**Question: why does the highest eigenvalue of holmium ions rise so unevenly, and is it an ionisation energy?**

I have spherical Kohn-Sham results for holmium stripped step by step, with the LB94 potential and scalar relativity.

Spherical all-electron Kohn-Sham calculations of holmium ions in the ground configurations listed by NIST, made with radks version 1 and Libxc. They use the LB94 model potential, scalar relativity, spin polarisation with open shells filled at highest spin, and a finite (Fermi) nucleus. Minus the highest occupied eigenvalue serves as an estimate of the ionisation energy.

```tsv
species	Z	charge (e)	electrons	−ε(highest occupied) (eV)	highest level mean radius (bohr)	highest level
Ho2+	67	2	65	24.904	0.82855	4f down
Ho5+	67	5	62	81.525	0.72684	4f down
Ho8+	67	8	59	132.63	0.72168	4f down
Ho11+	67	11	56	208.30	0.66486	4f down
Ho13+	67	13	54	275.48	0.62434	4f up
Ho16+	67	16	51	361.89	0.59794	4f up
Ho19+	67	19	48	473.77	0.55805	4f up
Ho22+	67	22	45	759.45	0.53153	4d down
Ho25+	67	25	42	886.79	0.51462	4d down
Ho27+	67	27	40	981.02	0.50524	4d up
Ho30+	67	30	37	1118.2	0.49019	4d up
Ho33+	67	33	34	1414.4	0.47564	4p down
Ho36+	67	36	31	1566.0	0.46613	4p up
Ho39+	67	39	28	3019.8	0.20161	3d
Ho41+	67	41	26	3242.2	0.19795	3d down
Ho44+	67	44	23	3609.0	0.19258	3d up
Ho47+	67	47	20	3968.3	0.18766	3d up
Ho50+	67	50	17	4640.3	0.20812	3p down
Ho52+	67	52	15	4878.2	0.20588	3p up
Ho55+	67	55	12	5518.7	0.20769	3s
Ho58+	67	58	9	13025	0.075962	2p down
Ho61+	67	61	6	13999	0.074375	2p up
Ho64+	67	64	3	15763	0.083699	2s up
Ho66+	67	66	1	65071	0.020494	1s up
```

1. Which grows faster along the series, the binding or the compactness of the level?
2. What sets the rise per unit of charge while the highest level stays in one subshell?
3. Does the label up or down matter?
4. Where do the big jumps come from, and why does the radius sometimes grow on ionisation?
5. Why do the 4f rows look so ragged?
6. Why should $-\varepsilon$ be an ionisation energy, and what would another potential or element change?
7. Which digits can be trusted?

**Answer**

Here $-\varepsilon$ is the binding energy of the highest occupied level, $\langle r\rangle$ its mean radius and $q$ the charge of the ion. One picture carries most of the table: each removed electron takes its repulsion with it, and when a subshell is empty the next, deeper one becomes the highest. The numbers below come from the analysis printed after this answer.

**1. Binding against compactness**

The binding rises in every step, by a factor of 2613 overall, while the radius shrinks by a factor of 40. Two limits frame this. An electron far outside all others would see the charge $q+1$, and the last electron sees the bare nucleus. For a hydrogenic level of effective charge $Z_\text{eff}$, in atomic units, $-\varepsilon = Z_\text{eff}^2/2n^2$ and $\langle r\rangle = [3n^2-l(l+1)]/2Z_\text{eff}$, so the energy goes as the square of the charge and the radius only as its inverse.

A single screened charge fails at the low end. For Ho2+ the energy gives $Z_\text{eff}=5.4$ and the radius gives 21.7, whereas for Ho58+ the two are 61.9 and 65.8. Electrostatics explains the gap: charge lying outside an orbital raises its energy by a constant but exerts no force on it, so it screens the energy and leaves the size alone. In Ho2+ the 5s and 5p electrons do this to the 4f shell: they weaken its binding without making it larger. They are not the only source. In Ho22+, where 4d is the highest level and 5s and 5p are empty, the two charges still differ, 29.9 against 39.5, because electrons of the $n=4$ shell lie partly outside one another.

**2. The slope within a subshell**

Removing an electron from subshell $nl$ relieves each remaining electron of one repulsion. Its spherical average is the Slater integral $F^0(nl,nl)=\iint [\rho(r_1)\rho(r_2)/r_>]\,dr_1\,dr_2$, with $\rho$ the radial density of the orbital and $r_>$ the larger of the two radii. For a hydrogenic orbital $F^0\propto Z_\text{eff}$ and $\langle r\rangle\propto 1/Z_\text{eff}$, so the unknown charge cancels in the product:

$$\frac{\Delta(-\varepsilon)}{\Delta q}\approx F^0=\frac{c}{\langle r\rangle}.$$

The pure number $c$ lies between 0.895 and 0.908 hartree·bohr for the six subshells concerned. The same calculation gives $F^0\langle r\rangle=0.897$ for the 4d orbital of Ho30+, so the hydrogenic shape is adequate for this integral in that row. The slopes must be taken per unit charge, because the rows advance by two or three.

Take Ho27+ → Ho30+ as a worked case. The average radius is $(0.50524+0.49019)/2=0.498$ bohr, and with the unfitted 4d value of $c$ and 1 hartree = 27.2 eV,

$$\frac{0.896\times 27.2}{0.498}\approx 49\ \text{eV per charge},\qquad \text{table: } \frac{1118.2-981.02}{3}=45.7\ \text{eV per charge}.$$

The table reaches 0.93 of the model. Over the nine steps inside 4d, 4p, 3d, 3p and 2p this ratio runs from 0.90 to 1.01, although the slopes themselves span 42 to 325 eV per charge. The radius therefore accounts for nearly all of the variation: a compact shell has a steep slope.

Fitting the product of slope and radius as one constant to those nine steps, the worked one included, gives 0.860 with an rms scatter of 0.032. Theory offers two reasons for a value below $c$. The remaining electrons contract and repel one another more, and an electron of the same spin repels by less than $F^0$ because of exchange. The table does not separate the two.

**3. Up or down**

It matters, and exchange is the standard cause. At highest spin the up levels fill first and lie deeper, since they have more partners of like spin. When the last down electron leaves, the highest level switches to up and gains the spin gap on top of the ordinary slope. All five down-to-up steps among the nine have a larger product than the four others, 0.887 against 0.826 on average.

The size fits where it can be checked. The step Ho41+ → Ho44+ exceeds what its two 3d neighbours imply by 21 eV, and the gap between 3d up and 3d down in Ho44+ is 24.8 eV in the same calculation. The evidence comes from the d shells, which contain steps of both kinds. Every p step here is a down-to-up step and has no such control.

**4. Jumps and growing radii**

A jump is the sum of two parts: the gap down to the subshell that takes over, and the shift of that subshell as electrons leave. Ho36+ → Ho39+, which empties 4p and 4s together, can be split, because the 3d level of Ho36+ is known from the same run. Of the 1454 eV, 1257 eV is the 4p–3d gap that already exists in Ho36+, and 197 eV is the shift of 3d. The jump is mostly a change of which level is being reported.

The largest relative jumps are those where $n$ falls. In the unscreened limit the energy then grows by $n^2/(n-1)^2$. For 3s → 2p the table gives $13025/5518.7=2.36$ against $9/4$, the excess reflecting the larger effective charge. When only $l$ falls, the non-relativistic hydrogenic gap is zero, and the gap that remains comes from penetration: lower $l$ reaches further inside the core, with relativity adding to the effect, most of all for s. The ordinary shift with charge is then a large part of the jump: about half of the 286 eV of Ho19+ → Ho22+, if 4d shifts about as much as 4s and 3d do.

The radius grows at 3d → 3p, 3p → 3s and 2p → 2s, and never within one subshell. The ion does not swell; the formula for $\langle r\rangle$ makes lower $l$ larger at equal $n$ and charge. At 4f → 4d and 4d → 4p the radius falls instead, by 4.8% and 3.0%. There the gain in effective charge wins, from 32.3 to 39.5 across the first of them.

**5. The 4f rows**

These steps were kept out of the fit because the configurations are not printed and not all of the steps can be removals from 4f alone, and the model does badly on them: the slopes are only 0.50 to 0.88 of $c/\langle r\rangle$. The labels show part of the reason. Ho8+ has 59 electrons, and a xenon core with five f electrons would hold no 4f-down electron at highest spin. Its 4f-down level requires at least eight f electrons and hence an incomplete 5s/5p shell; the same holds for Ho11+, and Ho13+ keeps 4f electrons at the electron count of xenon.

The worst step, Ho5+ → Ho8+, fits the loss of outer electrons. By the argument of point 1, an outer electron repels a 4f electron only by about the inverse of its own larger radius and hardly affects the 4f size. The radius does change by just −0.7%. In Ho2+ → Ho5+ it contracts by 12.3% instead, and that strong relaxation is my guess for the low ratio of 0.60 there.

**6. Why an ionisation energy, and what would change**

In exact Kohn-Sham theory the density far out decays at a rate fixed by the ionisation energy, and the highest orbital must reproduce that decay, so $-\varepsilon$ equals the ionisation energy. This needs an exchange-correlation potential that cancels the electron's repulsion with itself and so falls off as $-1/r$. LB94 has that tail by construction, so the tail is no test of it. A local-density potential decays too fast and is well known to leave the highest level too shallow.

Ho66+ tests the cancellation directly, since one electron should feel only the nucleus. Its self-repulsion, twice the Hartree energy of the run, is 1258 eV. The table lies 170 eV below the point-nucleus Dirac binding, which is 13% of that self-repulsion and 0.26% of the binding. The finite nucleus acts in the same direction, roughly of order ten eV, so 13% somewhat overstates what LB94 leaves uncancelled in this row.

Relativity matters far more in that ion. With $Z\alpha=0.489$ the table is 6.5% more strongly bound than the Schrödinger value, and its radius is 8.5% smaller, within 0.06% of the Dirac radius. A 1s level has no spin-orbit splitting, so Dirac is the fair comparison.

The natural companion is an isoelectronic series, with the electron number fixed and $Z$ raised. The configuration then stays put unless levels cross, the jumps vanish, and the binding grows smoothly, approaching a quadratic in $Z$ apart from relativity, which makes the rise steeper at high $Z$. A neighbouring element stripped like this one would, at high charge, jump at the same electron counts, because those are set by subshell capacities.

**7. Digits**

The five printed digits describe the calculation, and rounding moves the 2p slope by at most 0.3 eV per charge, far less than the scatter discussed above. Against nature fewer survive. Ho2+ gives 24.904 eV, 9.3% above the NIST semi-empirical 22.79 eV. A spherical f shell has no terms or fine structure, so the potential is not the only suspect, and one row says nothing of accuracy at higher charge.

The open p shells carry a different fault. Spin-orbit splitting is absent, and its size for a bare nucleus, an overestimate, is about 1000 eV for 2p and 300 eV for 3p, against a spin gap of 17.3 eV in Ho52+. Highest-spin filling is then the wrong limit: Ho61+ should be close to a closed $2p_{1/2}^2$ shell. The open 3d shells share the fault in a milder form, since their spin-orbit splitting is smaller but still at least comparable with the 24.8 eV spin gap of Ho44+; the spin effect of point 3 is thus one of the calculation. For all the open p shells, the 4p rows Ho33+ and Ho36+ included, the agreement with $c/\langle r\rangle$ is a property of the spherical, scalar-relativistic atom and no warrant for the real ionisation energies.

Numerical output:

```
hydrogenic c = F0*<r> (hartree bohr): 2p 0.908 3p 0.898 3d 0.903 4p 0.895 4d 0.896 4f 0.904
ion, level, Zeff(energy), Zeff(radius); from previous row: eV per charge, p = slope*<r>/hartree, p/c
Ho2+  4f down    5.4  21.7
Ho5+  4f down    9.8  24.8     18.9  0.539  0.60
Ho8+  4f down   12.5  24.9     17.0  0.453  0.50
Ho11+ 4f down   15.7  27.1     25.2  0.643  0.71
Ho13+ 4f up     18.0  28.8     33.6  0.796  0.88
Ho16+ 4f up     20.6  30.1     28.8  0.647  0.72
Ho19+ 4f up     23.6  32.3     37.3  0.792  0.88
Ho22+ 4d down   29.9  39.5     95.2  1.907  new subshell, jump 286 eV, r -4.8%
Ho25+ 4d down   32.3  40.8     42.4  0.816  0.91
Ho27+ 4d up     34.0  41.6     47.1  0.883  0.99
Ho30+ 4d up     36.3  42.8     45.7  0.836  0.93
Ho33+ 4p down   40.8  48.4     98.7  1.752  new subshell, jump 296 eV, r -3.0%
Ho36+ 4p up     42.9  49.3     50.5  0.874  0.98
Ho39+ 3d        44.7  52.1    484.6  5.946  new subshell, jump 1454 eV, r -56.7%
Ho41+ 3d down   46.3  53.0    111.2  0.816  0.90
Ho44+ 3d up     48.9  54.5    122.3  0.877  0.97
Ho47+ 3d up     51.2  56.0    119.8  0.837  0.93
Ho50+ 3p down   55.4  60.1    224.0  1.629  new subshell, jump 672 eV, r +10.9%
Ho52+ 3p up     56.8  60.7    118.9  0.905  1.01
Ho55+ 3s        60.4  65.0    213.5  1.622  new subshell, jump 640 eV, r +0.9%
Ho58+ 2p down   61.9  65.8   2502.1 13.041  new subshell, jump 7506 eV, r -63.4%
Ho61+ 2p up     64.2  67.2    324.7  0.897  0.99
Ho64+ 2s up     68.1  71.7    588.0  1.708  new subshell, jump 1764 eV, r +12.5%
Ho66+ 1s up     69.2  73.2  24654.0 47.200  new subshell, jump 49308 eV, r -75.5%
fitted p, 9 steps in 4d,4p,3d,3p,2p: 0.860, rms 0.032, worst Ho52+ +5.2%
  down-to-up steps mean p 0.887; other steps 0.826
4f steps (not fitted, configurations unknown): p 0.453 to 0.796; new subshell: p >= 1.62
rounding changes slopes by at most 0.3 eV per charge (2p), 0.05 (3d), 0.005 (4f)
4f radius change: Ho2+ to Ho5+ -12.3%, Ho5+ to Ho8+ -0.7%
F0*<r> of the runs: 4f Ho19+ 0.906, 4d Ho30+ 0.897
slope/F0: Ho16-19+ 0.84 (F0 44.2 eV), Ho27-30+ 0.92 (F0 49.8 eV)
Ho41-44+ excess over neighbouring steps 21 eV; 3d spin gap in Ho44+ 24.8 eV
Ho36-39+ jump 1454 eV = 4p-3d gap 1257 (86%) + 3d shift 197 (66 per charge)
Ho19-22+ jump 286 eV; 4s shift 126, 3d shift 147; remainder 139 to 160 eV
Ho66+: Z alpha 0.489; Schroedinger 61076 eV (table +6.5%), point Dirac 65241 eV
  table - Dirac -170 eV (-0.26%); self-repulsion 2E_H 1258 eV; ratio 13%
  radius: Dirac 0.020482 bohr (table +0.06%), Schroedinger 0.022388 (table -8.5%)
Ho2+: table - NIST = 2.11 eV (+9.3%)
bare-nucleus Dirac p1/2-p3/2 (size only): 2p 1075, 3p 320 eV; 3p spin gap Ho52+ 17.3 eV
last/first row: energy ratio 2613, radius ratio 1/40
```
